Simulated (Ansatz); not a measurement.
# Ta₂CN: energy above lowest point against volume scale

All results are calculated (Ansatz 0.2.0). Free energy against uniform scaling of the volume at fixed shape and fractions; periodic cell, basis, potentials, k mesh and filling as listed.

The cell before it is scaled or strained (space group P4/mmm, No. 123):
```
Ta2CN
1.0
      3.1572     0.0000     0.0000
      0.0000     3.1572     0.0000
      0.0000     0.0000     4.4725
Ta C N
2 1 1
Direct
  0.00000 0.00000 0.00000
  0.50000 0.50000 0.50000
  0.00000 0.00000 0.50000
  0.50000 0.50000 0.00000
```

Settings of every row: functional r2SCAN; dispersion none; potentials PAW; wave cutoff 600 eV; density cutoff 2400 eV; k mesh 7x7x5; k shift 0x0x0; occupations methfessel paxton; smearing width 0.1 eV; spin none.

Limits: coarse k mesh, up to 40 meV an atom off; odd electron count without spin; no spin-orbit coupling, which can matter with elements this heavy; the cell comes from a prototype or a list of computed structures and needn't be the stable phase.

| row | volume scale | V (Å³/atom) | energy above lowest point (meV/atom) |
| --- | --- | --- | --- |
| 1 | 0.9406 | 10.483 | 15 |
| 2 | 0.9703 | 10.814 | 0 |
| 3 | 1 | 11.145 | ? |
| 4 | 1.0297 | 11.476 | 33.5 |
| 5 | 1.0594 | 11.807 | 75.9 |

Question: what energy above lowest point should row 3 give?

Worked fit of energy above lowest point. Take u = (V_r/V)^(2/3) − 1 with V_r = 11.145 Å³ an atom, which is twice the finite (Eulerian) strain; such expansions in the strain, on which the Birch-Murnaghan equation of state is built, carry the rest volume and the bulk modulus. The shown rows have u = 0.04167, 0.0203, -0.01932, -0.03774. Least squares give energy above lowest point = 7.26 − 867 × u + 25247 × u² meV/atom; a straight line predicts inner rows, each left out in turn, worse (root mean square 23 against 0.17 meV/atom). The rows lie off it by 0.0, -0.1, 0.1, 0.0. Its lowest point lies at u = 0.0172, or V = 10.86 Å³ an atom, and the curvature there gives the bulk modulus at fixed shape and fractions, B = (4/9)(1 + u)² E″(u)/V = 342 GPa. Letting shape and atoms relax would as a rule lower it, by much in layered, chain or molecular crystals. The withheld row has u = 0, so the fit gives 7.26 − 867 × (0) + 25247 × (0)² = 7.3 meV/atom.

The calculation gave 7.3 meV/atom. The fit meets it to the printed digit.
